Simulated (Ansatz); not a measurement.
# Ge: pressure and energy change per atom as volume scale varies

All results are calculated (Ansatz 0.2.0). Plane-wave DFT, scalar-relativistic PAW made under PBE with cores redone for the functional, no dispersion; the given relaxed cell is scaled uniformly, energy at zero smearing counts from the unscaled cell, pressure at the given Fermi-Dirac smearing is positive in compression.

The cell before it is scaled or strained (space group Im-3m, No. 229):
```
cell vectors (Å)
  -1.6608     1.6608     1.6608
   1.6608    -1.6608     1.6608
   1.6608     1.6608    -1.6608
atoms (fractions of the cell vectors)
Ge  0.00000  0.00000  0.00000
```

Settings of every row: spin polarised no; functional PBEsol; wave cutoff 420 eV; smearing width 0.1 eV; k mesh 15x15x15.

Atom starting moment: 0 on all atoms.

Limits: the cell comes from a prototype or a list of computed structures and needn't be the stable phase.

```
row  volume scale  V (Å³/atom)  pressure (GPa)  energy change per atom (meV)
  1          0.88       16.125           12.04                         66.58
  2          0.92       16.858               ?                             ?
  3          0.96       17.591             2.7                          3.75
  4          1.04       19.057            -3.1                          9.35
  5          1.08        19.79           -5.13                          28.9
  6          1.12       20.522           -6.77                         56.58
```

Question: what pressure and energy change per atom should row 2 give?

Worked fit of pressure. Take u = (V_r/V)^(2/3) − 1 with V_r = 19.057 Å³ an atom, which is twice the finite (Eulerian) strain; such expansions in the strain, on which the Birch-Murnaghan equation of state is built, carry the rest volume and the bulk modulus. The shown rows have u = 0.11781, 0.05481, 0, -0.02485, -0.04818. Least squares give pressure = −3.15 + 89.93 × u + 329.51 × u² GPa; a straight line predicts inner rows, each left out in turn, worse (root mean square 1.1 against 0.12 GPa). The rows lie off it by 0.02, -0.07, 0.05, 0.05, -0.05 (root mean square 0.051 GPa). The withheld row has u = 0.08517, so the fit gives −3.15 + 89.93 × (0.08517) + 329.51 × (0.08517)² = 6.90 GPa.

The calculation gave 6.83 GPa. The fit lies 0.07 GPa (1 % of the value, 0.37 % of the column's range) above it; its largest miss of a shown row is 0.07 GPa.

Worked fit of energy change per atom. Take u = (V_r/V)^(2/3) − 1 with V_r = 19.057 Å³ an atom, which is twice the finite (Eulerian) strain; such expansions in the strain, on which the Birch-Murnaghan equation of state is built, carry the rest volume and the bulk modulus. The shown rows have u = 0.11781, 0.05481, 0, -0.02485, -0.04818. Least squares give energy change per atom = 8.746 − 570.292 × u + 8991.25 × u² meV; a straight line predicts inner rows, each left out in turn, worse (root mean square 30 against 1.3 meV). The rows lie off it by 0.23, -0.75, 0.60, 0.43, -0.51 (root mean square 0.53 meV). The withheld row has u = 0.08517, so the fit gives 8.746 − 570.292 × (0.08517) + 8991.25 × (0.08517)² = 25.40 meV.

The calculation gave 24.39 meV. The fit lies 1.01 meV (4.1 % of the value, 1.6 % of the column's range) above it; its largest miss of a shown row is 0.75 meV.
